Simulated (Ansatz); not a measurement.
**Al$_{3}$Ni$_{5}$: a film clamped to a substrate**

These are results of DFT PBEsol, scalar-relativistic, plane waves, PAW (Ansatz 0.2.0), not measurements. Settings: plane waves to 420 eV, k-mesh 8×8×10 (Γ-centred), Gaussian smearing 0.15 eV. No spin polarisation. A magnetic state may lie lower. Energies are free energies at this smearing, counted from the undisturbed cell; pressure is positive in compression.

Zero of the scan (relaxed at this level; it needn't be the usual structure):

```xyz
8
Lattice="3.2933 -3.6919 0.0000 3.2933 3.6919 0.0000 0.0000 0.0000 3.7204" Properties=species:S:1:pos:R:3 pbc="T T T"
Al    3.2933    0.0000    0.0000
Al    3.2933   -2.0652    1.8602
Al    3.2933    2.0652    1.8602
Ni    0.0000    0.0000    0.0000
Ni    1.6467    1.8460    0.0000
Ni    1.6467   -1.8460    0.0000
Ni    1.8195    0.0000    1.8602
Ni    4.7672    0.0000    1.8602
```

The cell (8 atoms, V0 = 90.47 Å³) is strained by p along both x and y and by q along z, fractional coordinates fixed. τp = (1/V0) ∂E/∂p = (σxx + σyy)(1 + p)(1 + q) and τq = (1/V0) ∂E/∂q = σzz(1 + p)², with tension positive.

| p | q | ΔE (meV/atom) | τp (GPa) | τq (GPa) |
| --- | --- | --- | --- | --- |
| 0.000 | 0.000 | 0.00 | -0.03 | -0.05 |
| -0.050 | 0.000 | 87.25 | -53.43 | -14.91 |
| 0.050 | 0.000 | 63.79 | 33.50 | 12.29 |
| 0.000 | -0.050 | 28.37 | -15.92 | -16.61 |
| 0.000 | 0.050 | 23.99 | 11.53 | 13.07 |

Question: Get the second derivatives of the energy density.

Answer: Central differences give A = ∂τp/∂p = 869 GPa (C11 + C22 + 2 C12), C = ∂τq/∂q = 297 GPa (C33) and the cross term B = ∂τq/∂p = 272 GPa (C13 + C23); ∂τp/∂q = 275 GPa must equal B, and any difference shows higher-order terms. Steps this large leave an error of some per cent of A or C in all of these, which can swamp a small B. The ions are clamped.

Question: A film of this crystal grows with z along the normal on a substrate that imposes p. How does its thickness respond, and what does the misfit cost?

Answer: Count p and q from the stress-free cell. A free surface needs τq = 0, so q = −(B/C) p = -0.92 p. The energy density left is (A − B²/C) p²/2 = M p², with the biaxial modulus M = 310 GPa; a misfit of 1 % costs 2.19 meV/atom, against 3.07 meV/atom if the thickness were held.

Forces appear on the atoms along this scan, and letting them relax would lower the energy and soften the response. In a metal these slopes depend on the k mesh and the smearing.

The film gives way readily along its normal: thinning under in-plane tension lowers the cost of a 1 % misfit from 3.07 to 2.19 meV/atom. The thickness change doesn't conserve volume, however, since -0.92 p offsets less than half of the area change 2p. Such strong coupling is typical of a metal, where delocalised electrons resist a change of density more than a change of shape; here Al sp–Ni d hybridisation probably adds a directional part. For both kinds of strain, compression costs more than equal extension, because overlap repulsion and electronic kinetic energy rise steeply as atoms approach, while the bonding weakens on stretching. A large misfit will therefore depart from the symmetric parabola. That A far exceeds C doesn't show stiffer bonds in the plane, as A collects the response of two axes and their coupling. Because x and y are strained equally, the scan can't give the response to a substrate whose misfit differs between them.
